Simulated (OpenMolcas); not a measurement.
# A ladder of methods for SiH4O (Si(OH)H3)

SiH4O has 6 atoms, charge 0, and is taken as a singlet. As SMILES, `[H][Si]([H])([H])O`. The coordinates come from a GFN2-xTB relaxation.

```csv
atom,x (Å),y (Å),z (Å)
Si,-0.0599,-0.1150,-0.4079
O,-0.0595,-0.0919,1.2171
H,0.3273,0.6209,1.7173
H,1.3132,-0.1128,-0.9169
H,-0.7604,1.0584,-0.9332
H,-0.7606,-1.3597,-0.6764
```

Quantity: the energy change with the O2–H3 bond stretched from 0.953 to 1.906 Å, in eV. The values are calculated.

```csv
level,kind,program,value (eV),less FCI/STO-3G,CPU time (all runs)
HF/STO-3G (restricted),Hartree–Fock,OpenMolcas,7.30,+3.59,3 s
SVWN5/STO-3G (restricted),LDA,OpenMolcas,4.79,+1.08,8.4 s
PBE/STO-3G (restricted),GGA,OpenMolcas,4.46,+0.75,9.3 s
M06-2X/STO-3G (restricted),hybrid meta-GGA,OpenMolcas,5.75,+2.04,12 s
B2PLYP/STO-3G (restricted),double hybrid,OpenMolcas,5.06,+1.35,9.3 s
MP2/STO-3G (restricted),perturbation theory,OpenMolcas,5.09,+1.38,3.2 s
"MRCI(2,2)/STO-3G",multireference,OpenMolcas,3.71,0.00,3.3 s
CISD/STO-3G (restricted),coupled cluster or CI,OpenMolcas,4.26,+0.55,3.4 s
FCI/STO-3G,exact in the basis,OpenMolcas,3.71,0.00,96 s
```

FCI/STO-3G is exact within its basis and frozen core, so for wave-function methods in that basis the difference is their error; functionals converge differently with the basis, so for them it is only a difference. Spin-restricted single references rise too steeply as a bond breaks, Hartree–Fock most of all. Perturbation and coupled-cluster corrections on them can overshoot downwards. The first shape isn't each level's own minimum. The values span 3.71 to 7.30 eV. All rows use very small basis sets, so even the best lies far from the true value. Times are those of the runs behind each value, whatever else they computed, on shared processors of several kinds: orders of magnitude only.

Stretching the O–H bond brings the σ and σ* orbitals closer in energy, so the singlet needs both the σ² and σ*² configurations. A single closed-shell determinant keeps too much ionic character in the separating pair, which explains the Hartree–Fock excess of 3.59 eV. MRCI(2,2) treats the two configurations on an equal footing and matches FCI to the printed precision. CISD also contains the σ*² configuration, but still lies 0.55 eV too high. It lacks the higher excitations from the Hartree–Fock determinant that correlate the remaining electrons once σ*² carries substantial weight. MP2 removes more than half of the Hartree–Fock error, but its low-order treatment is ill suited to such near-degeneracy.

Among the functionals, PBE and SVWN5 lie closer to FCI than M06-2X and B2PLYP, probably because semilocal exchange partly mimics left–right correlation, whereas a large share of exact exchange restores the Hartree–Fock penalty. The agreement between MRCI and FCI concerns an energy difference: it shows that the MRCI total energies have nearly the same error relative to FCI at the two geometries, not that this error is small.
